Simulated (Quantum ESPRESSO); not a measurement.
# Net moment and magnetic energy of CaFe2As2 (Fmmm) against cell volume in PBEsol

Iron in CaFe2As2 carries a large moment in one cell and a much smaller one when that cell is modestly compressed, although its neighbours stay the same. I want to see how the moment and the energy it brings respond to volume. The matter bears on the iron arsenide superconductors, where pressure can remove the magnetism, and on any use of strain to switch a magnetic state. The calculations are PBEsol runs with the cell shape and the fractional atomic positions held. Each magnetic gain is measured per iron atom against the run without spin polarisation at the same volume. The two orders started are parallel and fully opposed nearest neighbours. The stripe order found in experiment does not fit in this primitive cell, so the more stable of the two is not a prediction of the ground state.

## How the numbers were made

One system, CaFe2As2 (Fmmm), 5 atom(s) a primitive cell, from cells of the Materials Project database (relaxed there by DFT; measured order: antiferro stripe (arxiv:0902.4492)). Quantum ESPRESSO 7.5, plane waves with GBRV 1.5 PBEsol pseudopotentials, cutoff 544 eV, Fermi-Dirac smearing of 0.14 eV, k meshes whose coarsest spacing along a reciprocal vector is 0.20 to 0.23 1/Å over all runs (2π included). Functional: PBEsol, no Hubbard U; collinear spins, no spin-orbit coupling. Atoms stay at fixed fractions of the cell and the mesh divisions are held. At volumes 0.8 to 1.1 the moments on Fe are started parallel, opposed (signs +-) and without spin polarisation; at volume 1.16 only the run from the parallel start is given, as the opposed one ran out of time. Of the opposed order at the middle point, it reverses 4 of 4 magnetic neighbours at 2.74 Å and 0 of 4 magnetic neighbours at 3.88 Å. Runs that did not converge or carry a known fault are not listed. Finished runs of the same series that are left out: volume 0.92, antiferro +-, which ended antiferromagnetic, and volume 0.92 without spin polarisation; the parallel start there ran out of time. The same in all rows: metal or insulator in the run from the parallel start, judged by its smearing entropy or density of states at the Fermi energy (a gap under a few smearing widths counts as a metal): metal.

Notes on method and selection:

- Each state is what a run reaches from typed starting moments; only a few collinear orders were started, so the lowest found need not be the ground state. Spin-orbit coupling is left out of these energies, which are free energies at the smearing width. A magnetic atom is one that was given a starting moment.
- Site moments count the spin inside each program's own atomic sphere, so they depend somewhat on its radius and leave out the spin between the spheres.
- Where the parallel start loses a large moment from one point to the next, the run may have fallen into the spinless state although a magnetic one still exists; no run was continued from the neighbouring point.
- Quantum ESPRESSO sets the radius of an element's spheres to about 0.41 of its shortest distance to a neighbour, so it changes from cell to cell and the site moment with it.
- A measured moment is set beside the table only where the run ends ferromagnetic and the measured order is ferromagnetic too.
- Runs that did not converge, have known faults or may not be shown are not listed, and runs on Ansatz's PAW sets soft_1 and soft_2 are kept to separate tables.

Columns:

- volume: cell volume over that of the given cell, shape kept.
- moment (μB): largest site spin moment reached from the parallel start.
- moment, opposed (μB): largest site spin moment reached from the opposed start.
- gain, opposed (meV): energy of the run without spin polarisation less that of the run from the opposed start, per magnetic atom.
- magnetic distance (Å): shortest distance between magnetic atoms.
- net moment (μB): net spin moment of that run per magnetic atom.
- magnetic energy gain (meV): energy of the run without spin polarisation less that of the parallel start, per magnetic atom (positive: magnetism is favoured).
- E(opposed) - E(parallel) (meV): energy of the run from the opposed start less that of the parallel start, per magnetic atom (positive: parallel is favoured); blank where a pattern was lost.

Input lines of one member:

```
&SYSTEM
  ecutwfc = 40
  ecutrho = 280
  nbnd = 38
  occupations = 'smearing'
  smearing = 'fd'
  degauss = 0.00999582
  nspin = 2
  starting_magnetization(1) = 0
  starting_magnetization(2) = 0.175
  starting_magnetization(3) = 0
/
&ELECTRONS
  conv_thr = 1d-08
  mixing_beta = 0.3
/
K_POINTS automatic
8 8 8 0 0 0
```

Command (options for logging and memory left out): `pw.x -in pw.in`

## Numbers

| member | volume | moment (μB) | moment, opposed (μB) | gain, opposed (meV) | magnetic distance (Å) | net moment (μB) | magnetic energy gain (meV) | E(opposed) - E(parallel) (meV) |
| --- | --- | --- | --- | --- | --- | --- | --- | --- |
| 0.8 | 0.80 | 0.64 | 0.00 | 0.0 | 2.547 | 0.65 | 8.6 | – |
| 0.86 | 0.86 | 0.83 | 0.59 | 0.6 | 2.609 | 0.83 | 22.1 | 21.5 |
| 0.96 | 0.96 | 2.18 | 1.84 | 88.1 | 2.707 | 2.24 | 99.0 | 10.9 |
| 1 | 1.00 | 2.36 | 2.07 | 145.5 | 2.744 | 2.42 | 170.5 | 25.0 |
| 1.05 | 1.05 | ? | 2.29 | 226.2 | 2.789 | ? | ? | ? |
| 1.1 | 1.10 | 2.65 | 2.46 | 312.4 | 2.833 | 2.71 | 356.2 | 43.7 |
| 1.16 | 1.16 | 2.78 | – | – | 2.883 | 2.85 | – | – |

Cells marked ? are withheld until the estimate has been made.

## Reading the trend

The net moment from the parallel start rises at every shown step in volume, but very unevenly. Between volumes 0.86 and 0.96 it gains 2.24 − 0.83 = 1.41 μB, a slope of 1.41 / 0.10 = 14.1 μB per unit of relative volume. Between 1.10 and 1.16 the slope is only (2.85 − 2.71) / 0.06 = 2.3 μB. The rows do not show whether the steep part is a continuous rise or a jump between two solutions.

Band theory gives a reason for this shape. Expansion lengthens the Fe–Fe and Fe–As bonds, the iron d bands narrow, and moving electrons from minority to majority spin costs less band energy. Once exchange outweighs that cost a large moment forms. It then grows more slowly, probably because fewer majority d states are left to fill.

The energy keeps climbing after the moment has slowed. From volume 1.00 to 1.10 the square of the net moment grows by a factor of (2.71 / 2.42)² = 1.25, while the gain grows by a factor of 356.2 / 170.5 = 2.09. An exchange energy proportional to the squared moment, with a fixed coefficient, would supply only the first factor; a falling band-energy cost can supply the rest. The gains are probably too large as they stand, since the arsenic positions were not relaxed and, at the given volume, the forces on them are much larger without spin polarisation than in the parallel state.

The opposed order has the smaller site moment wherever both are shown, and at volume 0.80 it loses its moment altogether. Its energy above the parallel order goes 21.5, 10.9, 25.0 and 43.7 meV from volume 0.86 to 1.10, which is not monotonic. At 0.86 the opposed order gains only 0.6 meV, so the difference there is almost entirely the parallel order's own gain and should not be read as a coupling between fixed moments.

## Prediction

Plain estimates from the members shown:

- 1.05, straight-line interpolation between 1 and 1.1: w = (1.05 − 1.00) / (1.10 − 1.00) = 0.500, so 2.42 + 0.500 × (2.71 − 2.42) = 2.56 μB

The straight line in volume gives 2.56 μB, and I expect that to be slightly low, because the net moment flattens as the cell expands and a chord lies below such a curve. The opposed run at volume 1.05 is shown and feels the same band narrowing, so I interpolate in its site moment instead of in volume.

That moment has covered (2.29 − 2.07) / (2.46 − 2.07) = 0.564 of its way from volume 1.00 to 1.10. The same fraction of the net moment's rise gives 2.42 + 0.564 × (2.71 − 2.42) = 2.58 μB. The sphere radius scales smoothly with the cell, so it should not upset the interpolation.

I tried the route on volume 1.00, using its neighbours at 0.96 and 1.10. The fraction is (2.07 − 1.84) / (2.46 − 1.84) = 0.371, and the result is 2.24 + 0.371 × (2.71 − 2.24) = 2.414 μB against the computed 2.42, a miss of 0.006. A straight line in volume over the same gap gives 2.24 + (0.04 / 0.14) × (2.71 − 2.24) = 2.374 μB and misses by 2.42 − 2.374 = 0.046 μB.

One test is thin evidence for an error bar, and rounding of the tabulated moments adds a few thousandths, so I take 0.01 μB. This assumes that the parallel start reaches the same high-moment state as at volumes 1.00 and 1.10.

**Committed estimate, 1.05: net moment = 2.58 ± 0.01 μB.**

## Result

| member | volume | moment (μB) | moment, opposed (μB) | gain, opposed (meV) | magnetic distance (Å) | net moment (μB) | magnetic energy gain (meV) | E(opposed) - E(parallel) (meV) |
| --- | --- | --- | --- | --- | --- | --- | --- | --- |
| 1.05 | 1.05 | 2.52 | 2.29 | 226.2 | 2.789 | 2.58 | 263.1 | 36.9 |

| member | estimate | net moment (μB) | computed | estimate − computed | miss in error bars |
| --- | --- | --- | --- | --- | --- |
| 1.05 | committed | 2.58 | 2.58 | 0.00 | 0.0 |
| 1.05 | interpolation | 2.56 | 2.58 | −0.02 |  |

The computed net moment at volume 1.05 is 2.58 μB, equal to my estimate at the printed rounding and inside the error bar of 0.01 μB. The straight line in volume gave 2.56 μB and was 0.02 μB low, on the side I expected from the flattening of the moment.

The flattening is what held. The opposed run's moment was a convenient way to bring it in, but not a necessary one: a parabola in volume through the net moments at 1.00, 1.10 and 1.16 gives 2.57 μB at 1.05. The success therefore says little about a special link between the two orders. It does support the assumption that the parallel start stayed in the same high-moment state.

The new energy can be set against the mechanism I proposed. From volume 1.00 to 1.05 the squared net moment grows by a factor of (2.58 / 2.42)² = 1.14, while the magnetic gain grows by a factor of 263.1 / 170.5 = 1.54. The gain again outruns the squared moment, which fits a band-energy cost that falls on expansion. It is no proof of it: the runs do not separate that cost from the exchange energy, and the ratio applies to atoms held at fixed fractions of the cell.

## Exceptions

The two most compressed members leave the trend of the others. The slope of the net moment between volumes 0.96 and 1.00 is (2.42 − 2.24) / 0.04 = 4.5 μB per unit of relative volume. Carried down to 0.86 it would give 2.24 − 0.10 × 4.5 = 1.79 μB, and the run has 0.83 μB, which is 0.96 μB less. The likeliest reason is that the broader iron bands no longer support the large moment. Both parallel runs began from large moments and settled at small ones that still lower the energy, so they did not simply fall into the spinless state. A separate high-moment solution at 0.86 remains possible, and the parallel run at 0.92, which would have narrowed the gap, did not finish.

The opposed order at 0.86 is odd in another way: it keeps 0.59 μB on iron for a gain of only 0.6 meV. With the atoms held, the opposed and spinless states are almost degenerate there, which fits the complete loss of the opposed moment at 0.80. So small a gain could change sign if the arsenic were relaxed in each state.

## Closing remarks

From volume 0.96 to 1.16 the parallel state keeps a large, slowly growing moment, and a straight line between neighbouring rows recovers each inner member to within 0.03 μB. Across the drop below 0.96 the same procedure misses by 0.3 to 0.4 μB.

With the atomic fractions held and at this smearing, the magnetic gain is nearly linear from 0.96 to 1.10: (356.2 − 99.0) / 14 = 18.4 meV per iron atom for each per cent of the given volume. This returns the two rows between to about 2 meV.

The computed pressure of the parallel state changes sign between 0.86 and 0.96, so PBEsol's own zero-pressure volume for that state, with cell shape and atomic fractions held, falls in the interval where the moment changes most.

The held arsenic positions are the most serious limit on the energies. At the given volume the forces on arsenic are largest without spin polarisation, smaller in the opposed state and smallest in the parallel one, so relaxation should lower the spinless energy most and the parallel energy least. For an ordinary stiffness of the arsenic positions, a rough estimate from these forces makes the effect larger than the parallel order's lead of 25.0 meV and larger even than its gain of 170.5 meV. In reading the trend I called the gains probably too large, and that was too mild: once relaxed, the parallel state could fall behind the opposed order and even behind the spinless state. The table ranks the states for held atoms only.

Two other limits probably act the other way. The entropy term of the 0.14 eV smearing favours the spinless state most and the parallel state least at the given volume, so a narrower smearing would probably raise both the gain and the parallel order's lead. The stripe order found in experiment would probably make magnetism more stable than either order tried here. The table does not fix the size of any of these effects. Nor are the moments tested against experiment, since the measured order was not run; functionals of this kind usually give iron arsenides larger ordered moments than are measured.

[Logs are printed without paths, hosts, clocks, repeated set-up lines and the standing remarks that a program may print on its own settings, such as how far it seeks lower states.]
